**Question.** My notes on internal friction say that the Zener peak of a substitutional alloy grows as $c^2/kT$, that nearest-neighbour pairs in bcc relax only $S_{44}$, and that concentrated alloys follow $c^2(1-c)^2$. Is there a model small enough to solve by hand that gives all three, prefactor included? I work on Fe with a few at.% Si.

**Answer.** Four lattice sites are enough. They give the $4/9$, the $c^2$ and the $(1-c)^2$ together.

## Conventions

$c$ is the Si atom fraction, $n_i=1$ for Si on site $i$ and $0$ for Fe, and $v_0=a^3/2$ is the volume per atom. A Si–Si bond along the unit vector $\hat n_p$ carries the strain tensor

$$\lambda^{(p)}=\lambda_2\mathbf 1+(\lambda_1-\lambda_2)\,\hat n_p\hat n_p ,$$

defined as crystal strain per unit number of such bonds per atom (the Nowick–Berry convention). It is the pair excess Si–Si + Fe–Fe − 2 Si–Fe. The strain of an isolated Si atom is isotropic and fixed by $c$, so it cannot relax. Under stress the bond has energy $-v_0\lambda^{(p)}\!:\!\sigma$. Compliances are in Voigt notation with engineering shear, $\gamma=2\varepsilon_{xy}=S_{44}\tau$, and $D\equiv\lambda_1-\lambda_2$.

For $\sigma_{xy}=\sigma_{yx}=\tau$ one has $\lambda^{(p)}\!:\!\sigma=2Dn_xn_y\tau=\pm\tfrac23D\tau$. The sign is $+$ for $[111]$ and $[11\bar1]$, and $-$ for $[1\bar11]$ and $[\bar111]$. Define

$$x=\frac{2v_0D\tau}{3kT}.$$

## One pair, four orientations

This is Zener's 1947 picture. A pair that keeps its identity has two levels of weight $e^{x}$ and two of weight $e^{-x}$, so $C_0$ pairs per atom give $\gamma_{\rm an}=\tfrac23DC_0\tanh x$. At small $x$,

$$\delta S_{44}=\frac49\,\frac{C_0v_0}{kT}D^2 .$$

A random dilute alloy has $z/2=4$ bonds per atom, each Si–Si with probability $c^2$, so $C_0=4c^2$. The stress $\mathrm{diag}(s,-s,0)$ couples through $n_x^2-n_y^2$, which vanishes for all four directions, so $\delta(S_{11}-S_{12})=0$. The count $4c^2$ treats pairs as separate objects, which fails once a Si atom has two Si neighbours.

## Four sites

Take $A=(0,0,0)$, $B=(\tfrac12,\tfrac12,\tfrac12)$, $C=(1,0,1)$, $E=(\tfrac12,-\tfrac12,\tfrac12)$ in units of $a$. The sides $AB$ and $EC$ lie along $[111]$, and $BC$ and $AE$ along $[1\bar11]$. The rhombus is the smallest closed ring on which every site has one favoured and one disfavoured bond. The stress energy is $-kTxM$ with

$$M=n_An_B-n_Bn_C+n_Cn_E-n_En_A=(n_A-n_C)(n_B-n_E).$$

Let the sites exchange atoms with a reservoir that gives each the probability $c$ of being Si at zero stress, with no chemical interaction. Each bracket is $+1$ or $-1$ with probability $c(1-c)$ apiece and zero otherwise. With $p=2c(1-c)$, $M=\pm1$ with probability $p^2/2$ each, and the 16 configurations sum to

$$Z=1-p^2+p^2\cosh x,\qquad \langle M\rangle=\frac{p^2\sinh x}{1-p^2+p^2\cosh x}.$$

Expanding, $\langle M\rangle=p^2x\,[1+x^2(\tfrac16-\tfrac12p^2)+\dots]$. The linear response is $4c^2(1-c)^2x$, that is $c^2(1-c)^2$ per bond. A rhombus responds only if each diagonal holds one Si and one Fe. A third Si atom adds a single bond of the opposite sign, leaving one bond of each sign and $M=0$, and this is the origin of $(1-c)^2$. The occupation of the ring shifts only at order $x^2$, because the weight summed over configurations of given Si content is even in $x$.

## From the ring to the crystal

The $[111]$ and $[1\bar11]$ bonds form rhombic nets in the $(10\bar1)$ planes. Taking alternate rhombi, checkerboard fashion, uses each bond once. The other two directions do the same in $(101)$. The $4N$ bonds thus make $N$ rhombi, one per atom. With $\delta_i=n_i-c$, each has $M=(\delta_A-\delta_C)(\delta_B-\delta_E)$, a signed sum of products $\delta_i\delta_j$. Products belonging to different bonds are uncorrelated when sites are independent, so the variances add although rhombi share sites. Linear response then gives $\gamma_{\rm an}=\tfrac23D\,p^2x$ and

$$\boxed{\;\delta S_{44}=\frac49\,\frac{4c^2(1-c)^2v_0}{kT}\,(\lambda_1-\lambda_2)^2\;}$$

This is exact in linear response for a non-interacting alloy with nearest-neighbour strain coupling. The nonlinear formula belongs to the ring alone. For $c\to0$ the result is the pair formula with $C_0=4c^2$, and its $c^2(1-c)^2/kT$ form is the random limit of the directional short-range-order theory of LeClaire and Lomer (1954), in which order enters as a further factor. The diamond lattice of a random Si–Ge alloy has the same four bond directions with $z/2=2$, so there the 4 becomes 2.

For any stress, write $n_in_j=c^2+c(\delta_i+\delta_j)+\delta_i\delta_j$. The linear terms give every site the same coefficient and sum to zero at fixed composition, so

$$\delta S_{IJ}=\frac{c^2(1-c)^2v_0}{kT}\sum_{p=1}^4\lambda^{(p)}_I\lambda^{(p)}_J ,$$

with $\lambda_I=(\lambda_{xx},\lambda_{yy},\lambda_{zz},2\lambda_{yz},2\lambda_{xz},2\lambda_{xy})$. Besides $\delta S_{44}$ this contains $\delta S_{11}=\delta S_{12}=4c^2(1-c)^2v_0\bar\lambda^2/kT$ with $\bar\lambda=\tfrac13\mathrm{tr}\lambda$, because pressure forms or breaks pairs. So "only $S_{44}$" holds among the two shear compliances, and for the whole tensor only at fixed pair number or $\bar\lambda=0$. A rod with direction cosines $u_i$ has $\delta(1/E)=\delta S_{11}+\Gamma\,\delta S_{44}$, $\Gamma=u_1^2u_2^2+u_2^2u_3^2+u_3^2u_1^2$. If $\lambda_2=0$, then $\delta S_{11}=\delta S_{44}/4$, which rivals the $\delta S_{44}/3$ of a $\langle111\rangle$ rod. Torsion about $\langle100\rangle$ isolates $S_{44}$.

## Numbers

Inputs: $a\approx2.866$ Å (typical for α-Fe), $T=800$ K (illustrative of the peak region at low frequency), and the compiled 300 K constants of iron $C_{11}=232.2$, $C_{12}=135.6$, $C_{44}=117$ GPa (Sha 2006). I assume $|D|=0.05$. Then $v_0=11.77$ Å$^3$, $v_0/kT=1.066$ GPa$^{-1}$, and the strength is $\Delta_{44}=C_{44}\,\delta S_{44}=0.554\,c^2(1-c)^2$.

| $c$ | $10^3\Delta_{44}$, pair count $4c^2$ | $10^3\Delta_{44}$, four-site result |
|---|---|---|
| 0.02 | 0.22 | 0.21 |
| 0.06 | 2.0 | 1.8 |
| 0.10 | 5.5 | 4.5 |

At $c=0.06$ (3.1 wt.%), $4c^2=0.0144$ and $p^2=0.0127$, so $\delta S_{44}$ drops from $1.71\times10^{-5}$ to $1.51\times10^{-5}$ GPa$^{-1}$, a factor $(1-c)^2=0.884$. A single-time Debye peak has height $Q^{-1}_{\max}\simeq\Delta_{44}/2=0.9\times10^{-3}$. For a $\langle111\rangle$ rod, $1/E_{111}=\tfrac13[(C_{11}+2C_{12})^{-1}+C_{44}^{-1}]$ gives $E_{111}=285$ GPa, and $\Delta_E=E_{111}\delta S_{44}/3=1.4\times10^{-3}$ if $\bar\lambda=0$. At $\tau=10$ MPa, $x=3.6\times10^{-4}$ and the relative nonlinear correction on the ring is $2\times10^{-8}$. $C_{44}$ is typically lower by up to a tenth at 800 K, which lowers $\Delta_{44}$ in proportion and leaves $\delta S_{44}$ alone, so two figures is the most the strengths can carry.

## What the random model leaves out

**Si–Si repulsion.** Give each Si–Si bond an energy $W$, with $y=e^{-W/kT}$ and Si fugacity $\zeta$. The ring has $(n_A+n_C)(n_B+n_E)$ such bonds, and

$$Z=2(1+\zeta)^2-1+4\zeta^2y\cosh x+4\zeta^3y^2+\zeta^4y^4 .$$

The response is $\partial\langle M\rangle/\partial x|_0=4\zeta^2y/Z(0)$, which tends to $4c^2y$ as $\zeta\to c\to0$. That leading term carries over to the lattice. Higher orders do not, since a ring site has two neighbours and a bcc site eight. Si atoms avoid being nearest neighbours in iron, as the ordered B2 and D0$_3$ phases show. At 800 K an illustrative $W=0.1$ eV gives $y=0.23$ and $W=0.3$ eV gives $y=0.013$. This outweighs the $(1-c)^2$ correction by far, and it makes the strength go as $e^{-W/kT}/T$. A peak height at one temperature fixes only the product $yD^2$. The last table row also lies near the composition where ordering sets in.

**Second neighbours.** Pairs along $\langle100\rangle$ number $3c^2$ per atom and are tetragonal. The same sum over three directions, with their own anisotropy $D'$, gives $\delta(S_{11}-S_{12})=c^2(1-c)^2v_0D'^2/kT$ and $\delta S_{44}=0$. For $D'=D$ this is $9/16$ of the nearest-neighbour $\delta S_{44}$.

**Magnetism.** Below the Curie temperature (1043 K for iron, compiled value, Brännvall 2024) domain-wall damping adds to the signal unless a saturating field is applied.

The strengths above are the model's, not those of Fe–Si. $|D|=0.05$, to be read as an effective $|D|\sqrt y$, was chosen so that the peak has the order $10^{-3}$ typical of iron with several at.% Si, so its size tests nothing. The anisotropy is where the nearest-neighbour model typically misses in bcc alloys, which also relax $S_{11}-S_{12}$ appreciably, while $\langle111\rangle$ pairs give exactly zero there. Comparing single-crystal $\langle100\rangle$ torsion, which probes $S_{44}$, with $\langle111\rangle$ torsion, which probes $\tfrac13S_{44}+\tfrac43(S_{11}-S_{12})$, separates the two neighbour shells.